**Spin-orbit constants of 2p and 3p in Nd42+ to Nd48+: orbital contraction at fixed nuclear charge**

The table holds $\zeta$(2p) and $\zeta$(3p) with bare, screened-nucleus and mean-field operators, from unrestricted Hartree-Fock orbitals with the spin-free X2C Hamiltonian (PySCF). The program tests $\zeta=\tfrac{\alpha^2}{2}Z\langle r^{-3}\rangle$ from a parameter-free, non-relativistic spherical Hartree model, along with Slater screening and $(q+1)^2$ scaling. From Nd42+ to Nd47+ the bare values rise by 1.48% (2p) and 7.39% (3p); the Hartree model gives 1.38% and 7.45%, while the two scaling rules give 11.2% and 24.6% for 3p. The screened columns are bare × 58/60, and the mean field removes a nearly constant 2.7 to 2.8 charge units. Against lines through the open-shell rows, Nd48+ lies 0.47% low for 2p and Nd42+ shows small, nearly cancelling offsets in 2p and 3p. The open-shell constants belong to majority-spin orbitals of unrestricted determinants and are not strictly comparable with the closed-shell rows, between which $\zeta$(2p) rises by 1.31% over six electrons.

Calculated values. Spin-orbit constants ζ (operator ζ l·s per electron) of Nd ions in their ground configurations, from PySCF 2.14.0. Unrestricted Hartree-Fock, one real determinant at highest spin, spin-free X2C one-electron Hamiltonian, Gaussian nucleus, even-tempered basis sets. The X2C spin-orbit operator has the bare nucleus, a screened-nucleus factor or a mean-field two-electron term.

## Script

```python
# Table: spin-orbit constants zeta(2p), zeta(3p) in 1000/cm of Nd42+..Nd48+ (PySCF, UHF, spin-free X2C orbitals,
# X2C-1e operator; bare, screened-nucleus, mean-field). Tested: zeta = (alpha^2/2) Z <r^-3> from a parameter-free
# non-relativistic spherical Hartree model, Slater screening and (q+1)^2 scaling; the irregular end rows.
T = {
    'species': ['Nd42+', 'Nd43+', 'Nd44+', 'Nd45+', 'Nd46+', 'Nd47+', 'Nd48+'],
    'N': [18, 17, 16, 15, 14, 13, 12],
    'config': ['[Ar]', '[Ne] 3s2 3p5', '[Ne] 3s2 3p4', '[Ne] 3s2 3p3', '[Ne] 3s2 3p2', '[Ne] 3s2 3p1', '[Ne] 3s2'],
    'nbf': ['18s 12p 4d 4f', '18s 12p 4d 4f', '18s 12p 4d 4f', '18s 12p 4d 4f', '18s 12p 4d 4f', '18s 12p 4d 4f', '17s 12p 4d 4f'],
    'z_2p_bare': [2778.3, 2785.23, 2793.64, 2802.26, 2810.77, 2819.46, 2814.67],  # 1000/cm
    'z_2p_screened': [2685.69, 2692.39, 2700.52, 2708.85, 2717.08, 2725.48, 2720.85],  # 1000/cm
    'z_2p_mean_field': [2648.37, 2655.61, 2664.28, 2673.22, 2682.03, 2691.03, 2687.1],  # 1000/cm
    'z_3p_bare': [671.858, 682.936, 692.691, 702.356, 711.883, 721.489, None],  # 1000/cm
    'z_3p_screened': [649.463, 660.172, 669.601, 678.944, 688.154, 697.439, None],  # 1000/cm
    'z_3p_mean_field': [641.186, 651.911, 661.374, 670.767, 680.026, 689.365, None],  # 1000/cm
}
import numpy as np
from scipy.constants import alpha, physical_constants as pc
from scipy.linalg import eigh_tridiagonal
Z = 60; sp = T['species']; N = np.array(T['N'], float); q = Z - N
g = lambda k: np.array([x for x in T[k] if x is not None], float)
b2, s2, m2, b3, s3, m3 = [g('z_%s_%s' % (a, c)) for a in ('2p', '3p') for c in ('bare', 'screened', 'mean_field')]
# rms radii (bohr): further outputs of the same runs
r2 = np.array([0.096284, 0.096173, 0.096059, 0.095939, 0.09582, 0.095698, 0.09557])
r3 = np.array([0.25827, 0.25661, 0.2549, 0.2535, 0.252, 0.25051])
r3s = np.array([0.26219, 0.26086, 0.25955, 0.25904, 0.25771, 0.25641, 0.25621])
Eh = pc['hartree-inverse meter relationship'][0] / 1e5; K = alpha**2 / 2 * Eh
h = 2.5e-4; r = h * np.arange(1, 4401); nl = [(1, 0), (2, 0), (2, 1), (3, 0), (3, 1)]
def hartree(n3p):
    occ = [2, 2, 6, 2, n3p][:5 if n3p else 4]; Y = np.zeros((len(occ), r.size)); rho = Y.copy()
    for it in range(14):
        for i, (n, l) in enumerate(nl[:len(occ)]):
            d = 1 / h**2 + l * (l + 1) / (2 * r**2) - Z / r + np.dot(occ, Y) - Y[i]
            v = eigh_tridiagonal(d, np.full(r.size - 1, -0.5 / h**2), select='i', select_range=(n - l - 1, n - l - 1))[1][:, 0]
            rho[i] = v**2; Y[i] = np.cumsum(rho[i]) / r + np.cumsum((rho[i] / r)[::-1])[::-1] - rho[i] / r
    Q = np.cumsum(rho, 1); w = rho / r**3
    return [(K * Z * w[i].sum(), np.sqrt(rho[i] @ r**2), w[i] @ (np.dot(occ, Q) - Q[i]) / w[i].sum()) for i in range(2, len(occ), 2)]
M = [hartree(int(n) - 12) for n in N]; H2 = np.array([m[0] for m in M]); H3 = np.array([m[1] for m in M[:6]])
ED = lambda n, k: (1 + (Z * alpha / (n - k + np.sqrt(k * k - (Z * alpha)**2)))**2)**-0.5 / alpha**2
hy = {n: K * Z**4 / (3 * n**3) for n in (2, 3)}
for n in (2, 3):
    print('hydrogenic Z=60 %dp: zeta %.1f (1000/cm); Dirac splitting/1.5 over this: %.3f' % (n, hy[n], (ED(n, 2) - ED(n, 1)) / 1.5 * Eh / hy[n]))
f = lambda a, i, p: (p % a[i]) if i < len(a) else 'n/a'
d = np.diff
print('steps of bare zeta (1000/cm; table rounding 0.005 for 2p, 0.0005 for 3p): 2p table, 2p Hartree, 3p table, 3p Hartree, 2p+3p table')
for i in range(6):
    print(' %s to %s:' % (sp[i], sp[i + 1]), *[f(a, i, '%+.2f') for a in (d(b2), d(H2[:, 0]), d(b3), d(H3[:, 0]), d(b2[:6] + b3))])
ze2, ze3 = Z * (b2 / hy[2])**(1 / 3), Z * (b3 / hy[3])**(1 / 3); c2, c3 = Z * (1 - m2 / b2), Z * (1 - m3 / b3)
print('row: table/Hartree 2p, 3p | Zeff from bare zeta 2p, 3p | charge removed by mean field 2p, 3p | Hartree enclosed charge 2p, 3p | bare 3p/2p (hydrogenic %.3f)' % (8 / 27))
for i in range(7):
    print(' ' + sp[i], *[f(a, i, '%.3f') for a in (b2 / H2[:, 0], b3 / H3[:, 0], ze2, ze3, c2, c3, H2[:, 2], H3[:, 2], b3 / b2[:6])])
up = lambda a: 100 * (a[5] / a[0] - 1)
print('change Nd42+ to Nd47+ in %, 2p and 3p:')
sl = Z - (2 + 8 * 0.85 + 0.35 * (N - 11))
for lab, a, c in [('table bare', b2, b3), ('table mean field', m2, m3), ('Hartree model', H2[:, 0], H3[:, 0]),
                  ('table rms radius', r2, r3), ('Hartree rms radius', H2[:, 1], H3[:, 1]), ('rms radius^-3', r2**-3, r3**-3)]:
    print(' %s: %+.2f %+.2f' % (lab, up(a), up(c)))
print(' Slater screening: 2p +0.00, 3p %+.2f; (q+1)^2 scaling for 3p: %+.2f; ratio of bare rises 3p/2p %.2f' % (up(sl**3), up((q + 1)**2), up(b3) / up(b2)))
ex = lambda z, x: np.log(z[5] / z[0]) / np.log(x[5] / x[0])
e2, e3 = -ex(b2, r2), -ex(b3, r3)
print('exponent of bare zeta in 1/rms: table 2p %.2f, 3p %.2f; Hartree 2p %.2f, 3p %.2f; table 3p in (q+1): %.2f' % (e2, e3, -ex(H2[:, 0], H2[:, 1]), -ex(H3[:, 0], H3[:, 1]), ex(b3, q + 1)))
pe = lambda a: (a[5] - a[0]) / 5
print('Zeff gain per 3p electron removed: from zeta 2p %.3f, 3p %.3f; from rms 2p %.3f, 3p %.3f; Slater 0, 0.35' % (pe(ze2), pe(ze3), pe(30**.5 / r2), pe(180**.5 / r3)))
print('mean-field charge change per electron removed: table 2p %+.4f, 3p %+.4f; Hartree enclosed 2p %+.4f, 3p %+.4f' % (pe(c2), pe(c3), pe(H2[:, 2]), pe(H3[:, 2])))
print('bare minus mean field (1000/cm): 2p', *['%.2f' % x for x in b2 - m2], '| 3p', *['%.2f' % x for x in b3 - m3])
for lab, a in (('2p', b2), ('3p', b3)):
    p = np.polyfit(q[1:6], a[1:6], 1); res = a - np.polyval(p, q[:len(a)])
    print('line through open-shell rows, bare %s: slope %.2f per charge; residuals from Nd42+ on:' % (lab, p[0]), *['%+.2f' % x for x in res])
    print('  same residuals in %:', *['%+.3f' % x for x in 100 * res / a])
print('steps of mean-field charge for 2p:', *['%+.4f' % x for x in d(c2)])
for lab, a in (('2p', r2), ('3p', r3), ('3s', r3s)):
    print('steps of rms radius %s (1e-5 bohr; basis changes at steps 3 and 6):' % lab, *['%+.1f' % x for x in 1e5 * d(a)])
dev = max(abs(s2 / b2 - 58 / 60).max(), abs(s3 / b3 - 58 / 60).max())
print('screened/bare against 58/60 = %.5f: largest deviation %.1e (rounding allows about 4e-06)' % (58 / 60, dev))
eV = pc['inverse meter-electron volt relationship'][0] * 1e5
print('mean-field zeta in eV, Nd42+ and Nd47+: 2p %.1f, %.1f; 3p %.1f, %.1f' % (m2[0] * eV, m2[5] * eV, m3[0] * eV, m3[5] * eV))
assert (d(b2[:6]) > 0).all() and (d(b3) > 0).all() and up(b3) > 3 * up(b2)
assert dev < 5e-6 and ((c2 > 2) & (c2 < 3)).all() and ((c3 > 2) & (c3 < 3)).all()
assert d(b2)[5] < 0 and d(r2)[5] < 0
assert 2 < e2 < 3 and 2 < e3 < 3
```

Running it gives:

```
hydrogenic Z=60 2p: zeta 3155.6 (1000/cm); Dirac splitting/1.5 over this: 1.137
hydrogenic Z=60 3p: zeta 935.0 (1000/cm); Dirac splitting/1.5 over this: 1.142
steps of bare zeta (1000/cm; table rounding 0.005 for 2p, 0.0005 for 3p): 2p table, 2p Hartree, 3p table, 3p Hartree, 2p+3p table
 Nd42+ to Nd43+: +6.93 +6.70 +11.08 +9.15 +18.01
 Nd43+ to Nd44+: +8.41 +6.88 +9.75 +9.23 +18.16
 Nd44+ to Nd45+: +8.62 +7.06 +9.66 +9.30 +18.28
 Nd45+ to Nd46+: +8.51 +7.24 +9.53 +9.37 +18.04
 Nd46+ to Nd47+: +8.69 +7.42 +9.61 +9.45 +18.30
 Nd47+ to Nd48+: -4.79 +7.60 n/a n/a n/a
row: table/Hartree 2p, 3p | Zeff from bare zeta 2p, 3p | charge removed by mean field 2p, 3p | Hartree enclosed charge 2p, 3p | bare 3p/2p (hydrogenic 0.296)
 Nd42+ 1.083 1.076 57.507 53.741 2.806 2.739 2.062 2.068 0.242
 Nd43+ 1.083 1.078 57.554 54.035 2.792 2.726 2.042 2.040 0.245
 Nd44+ 1.083 1.077 57.612 54.291 2.778 2.713 2.022 2.011 0.248
 Nd45+ 1.083 1.077 57.671 54.543 2.763 2.699 2.002 1.981 0.251
 Nd46+ 1.084 1.076 57.730 54.788 2.748 2.685 1.981 1.952 0.253
 Nd47+ 1.084 1.075 57.789 55.033 2.733 2.671 1.959 1.922 0.256
 Nd48+ 1.079 n/a 57.756 n/a 2.719 n/a 1.937 n/a n/a
change Nd42+ to Nd47+ in %, 2p and 3p:
 table bare: +1.48 +7.39
 table mean field: +1.61 +7.51
 Hartree model: +1.38 +7.45
 table rms radius: -0.61 -3.00
 Hartree rms radius: -0.68 -3.12
 rms radius^-3: +1.85 +9.58
 Slater screening: 2p +0.00, 3p +11.16; (q+1)^2 scaling for 3p: +24.61; ratio of bare rises 3p/2p 4.99
exponent of bare zeta in 1/rms: table 2p 2.41, 3p 2.34; Hartree 2p 2.00, 3p 2.26; table 3p in (q+1): 0.65
Zeff gain per 3p electron removed: from zeta 2p 0.057, 3p 0.258; from rms 2p 0.070, 3p 0.322; Slater 0, 0.35
mean-field charge change per electron removed: table 2p -0.0146, 3p -0.0135; Hartree enclosed 2p -0.0205, 3p -0.0293
bare minus mean field (1000/cm): 2p 129.93 129.62 129.36 129.04 128.74 128.43 127.57 | 3p 30.67 31.03 31.32 31.59 31.86 32.12
line through open-shell rows, bare 2p: slope 8.56 per charge; residuals from Nd42+ on: +1.71 +0.08 -0.07 -0.01 -0.06 +0.07 -13.28
  same residuals in %: +0.061 +0.003 -0.003 -0.000 -0.002 +0.002 -0.472
line through open-shell rows, bare 3p: slope 9.63 per charge; residuals from Nd42+ on: -1.52 -0.08 +0.05 +0.09 -0.02 -0.04
  same residuals in %: -0.227 -0.011 +0.007 +0.012 -0.003 -0.006
steps of mean-field charge for 2p: -0.0137 -0.0140 -0.0154 -0.0148 -0.0151 -0.0137
steps of rms radius 2p (1e-5 bohr; basis changes at steps 3 and 6): -11.1 -11.4 -12.0 -11.9 -12.2 -12.8
steps of rms radius 3p (1e-5 bohr; basis changes at steps 3 and 6): -166.0 -171.0 -140.0 -150.0 -149.0
steps of rms radius 3s (1e-5 bohr; basis changes at steps 3 and 6): -133.0 -131.0 -51.0 -133.0 -130.0 -20.0
screened/bare against 58/60 = 0.96667: largest deviation 8.3e-07 (rounding allows about 4e-06)
mean-field zeta in eV, Nd42+ and Nd47+: 2p 328.4, 333.6; 3p 79.5, 85.5
```
